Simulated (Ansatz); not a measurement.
# As: pressure and largest V_zz against volume scale

Periodic Kohn-Sham DFT of a crystal at fixed atoms, scaled to volume_scale times the given cell; pressure positive in compression, energy less spherical unpolarised free atoms, largest_vzz the field gradient of largest size among the nuclei. The results are calculated, by Ansatz 0.2.0.

The cell before it is scaled or strained (space group R-3m, No. 166):
```
As
1.0
      1.8797     1.0853     3.4858
     -1.8797     1.0853     3.4858
      0.0000    -2.1705     3.4858
As
2
Direct
  0.22754 0.22754 0.22754
  0.77246 0.77246 0.77246
```

Settings of every row: method frozen-core PAW; functional LDA; relativity scalar; k mesh 13x13x13; filling fermi-dirac; smearing width 0.05 eV; wave cutoff 420 eV; paw set soft_2.

Atom start moment: 0 on all atoms.

Limits: PAW files made with PBE; no gap: field gradients move with the k mesh.

| row | volume scale | V (Å³/atom) | pressure (GPa) | largest V_zz (1e21 V/m^2) |
| --- | --- | --- | --- | --- |
| 1 | 0.94 | 20.053 | 3.796 | -4.893 |
| 2 | 0.96 | 20.48 | 1.836 | -4.879 |
| 3 | 0.98 | 20.906 | ? | ? |
| 4 | 0.99 | 21.12 | -0.748 | -4.843 |
| 5 | 1 | 21.333 | -1.523 | -4.828 |
| 6 | 1.01 | 21.546 | -2.258 | -4.813 |
| 7 | 1.02 | 21.759 | -2.955 | -4.796 |
| 8 | 1.04 | 22.186 | -4.243 | -4.76 |
| 9 | 1.06 | 22.613 | -5.401 | -4.722 |

Question: what pressure and largest V_zz should row 3 give?

Worked fit of pressure. Take u = (V_r/V)^(2/3) − 1 with V_r = 21.439 Å³ an atom, which is twice the finite (Eulerian) strain; such expansions in the strain, on which the Birch-Murnaghan equation of state is built, carry the rest volume and the bulk modulus. The shown rows have u = 0.04556, 0.03098, 0.01004, 0.00331, -0.00331, -0.00983, -0.02257, -0.03492. Least squares give pressure = −1.8935 + 111.02 × u + 303.78 × u² GPa; a straight line predicts inner rows, each left out in turn, worse (root mean square 0.16 against 0.0012 GPa). The rows lie off it by 0.001, -0.001, 0.000, 0.000, 0.000, 0.000, 0.001, -0.001. The pressure vanishes at u = 0.0163, or V = 20.92 Å³ an atom, and there the bulk modulus at fixed shape and fractions is B = −V dP/dV = (2/3)(1 + u) dP/du = 81.9 GPa. Letting shape and atoms relax would as a rule lower it, by much in layered, chain or molecular crystals. The withheld row has u = 0.01693, so the fit gives −1.8935 + 111.02 × (0.01693) + 303.78 × (0.01693)² = 0.073 GPa.

The calculation gave 0.069 GPa. The fit lies 0.004 GPa (5.8 % of the value, 0.043 % of the column's range) above it; its largest miss of a shown row is 0.001 GPa.

Worked fit of largest V_zz. Take t = volume scale − 1. The shown rows have t = -0.06, -0.04, -0.01, 0, 0.01, 0.02, 0.04, 0.06. Least squares give largest V_zz = −4.8282 + 1.447 × t + 5.72 × t² 1e21 V/m^2; a straight line predicts inner rows, each left out in turn, worse (root mean square 0.0068 against 0.0015 1e21 V/m^2). The rows lie off it by 0.001, -0.002, -0.001, 0.000, 0.000, 0.001, 0.001, -0.001. The withheld row has t = -0.02, so the fit gives −4.8282 + 1.447 × (-0.02) + 5.72 × (-0.02)² = -4.855 1e21 V/m^2.

The calculation gave -4.857 1e21 V/m^2. The fit lies 0.002 1e21 V/m^2 (1.2 % of the column's range) above it; its largest miss of a shown row is 0.002 1e21 V/m^2.
